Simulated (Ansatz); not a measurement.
# C: energy less free atoms and pressure against volume per atom

Periodic Kohn-Sham DFT of a crystal at fixed atoms; pressure and stress are positive in compression; the energy is the free energy less that of spherical unpolarised free atoms; site moments are those in the method's own spheres, positive along +z. The results are calculated, by Ansatz 0.2.0.

Cell of the first row (space group P6_3/mmc, No. 194):
```
cell vectors (Å)
   2.0871     0.0000     0.0000
  -1.0435     1.8075     0.0000
   0.0000     0.0000     3.4698
atoms (fractions of the cell vectors)
C   0.33333  0.66667  0.25000
C   0.66667  0.33333  0.75000
```

Settings of every row: method all-electron LAPW; functional PBE; relativity scalar; k mesh 17x17x9; filling fermi-dirac; smearing width 0.03 eV; basis error target 1 meV/atom; nucleus gaussian.

Atom start moment: 0 on all atoms.

```
row  volume per atom (Å³)  energy less free atoms (eV/atom)  pressure (GPa)
  1                 6.545                           -4.7245          10.564
  2                  6.75                           -4.7345           5.049
  3                 6.959                           -4.7377          -0.011
  4                 7.167                           -4.7349          -4.237
  5                 7.376                                 ?               ?
```

Question: what energy less free atoms and pressure should row 5 give?

Worked fit of energy less free atoms. Take u = (V_r/V)^(2/3) − 1 with V_r = 6.8545 Å³ an atom, which is twice the finite (Eulerian) strain; such expansions in the strain, on which the Birch-Murnaghan equation of state is built, carry the rest volume and the bulk modulus. The shown rows have u = 0.03128, 0.01029, -0.01004, -0.02928. Least squares give energy less free atoms = −4.73691 + 0.1563 × u + 7.69 × u² eV/atom; a straight line predicts inner rows, each left out in turn, worse (root mean square 0.0045 against 1.8e-05 eV/atom). All shown rows lie on it to the printed digit. Its lowest point lies at u = -0.0102, or V = 6.96 Å³ an atom, and the curvature there gives the bulk modulus at fixed shape and fractions, B = (4/9)(1 + u)² E″(u)/V = 154 GPa. Letting shape and atoms relax would as a rule lower it, by much in layered, chain or molecular crystals. The withheld row has u = -0.04771, so the fit gives −4.73691 + 0.1563 × (-0.04771) + 7.69 × (-0.04771)² = -4.7269 eV/atom.

The calculation gave -4.7269 eV/atom. The fit meets it to the printed digit. This row lies beyond the range of the fit.

Worked fit of pressure. Take u = (V_r/V)^(2/3) − 1 with V_r = 6.8545 Å³ an atom, which is twice the finite (Eulerian) strain; such expansions in the strain, on which the Birch-Murnaghan equation of state is built, carry the rest volume and the bulk modulus. The shown rows have u = 0.03128, 0.01029, -0.01004, -0.02928. Least squares give pressure = 2.4352 + 243.898 × u + 526.59 × u² GPa; a straight line predicts inner rows, each left out in turn, worse (root mean square 0.31 against 0.11 GPa). The rows lie off it by -0.016, 0.048, -0.051, 0.018 (root mean square 0.037 GPa). The pressure vanishes at u = -0.0102, or V = 6.961 Å³ an atom, and there the bulk modulus at fixed shape and fractions is B = −V dP/dV = (2/3)(1 + u) dP/du = 154 GPa. Letting shape and atoms relax would as a rule lower it, by much in layered, chain or molecular crystals. The withheld row has u = -0.04771, so the fit gives 2.4352 + 243.898 × (-0.04771) + 526.59 × (-0.04771)² = -8.003 GPa.

The calculation gave -7.961 GPa. The fit lies 0.042 GPa (0.23 % of the column's range) below it; its largest miss of a shown row is 0.051 GPa. This row lies beyond the range of the fit.
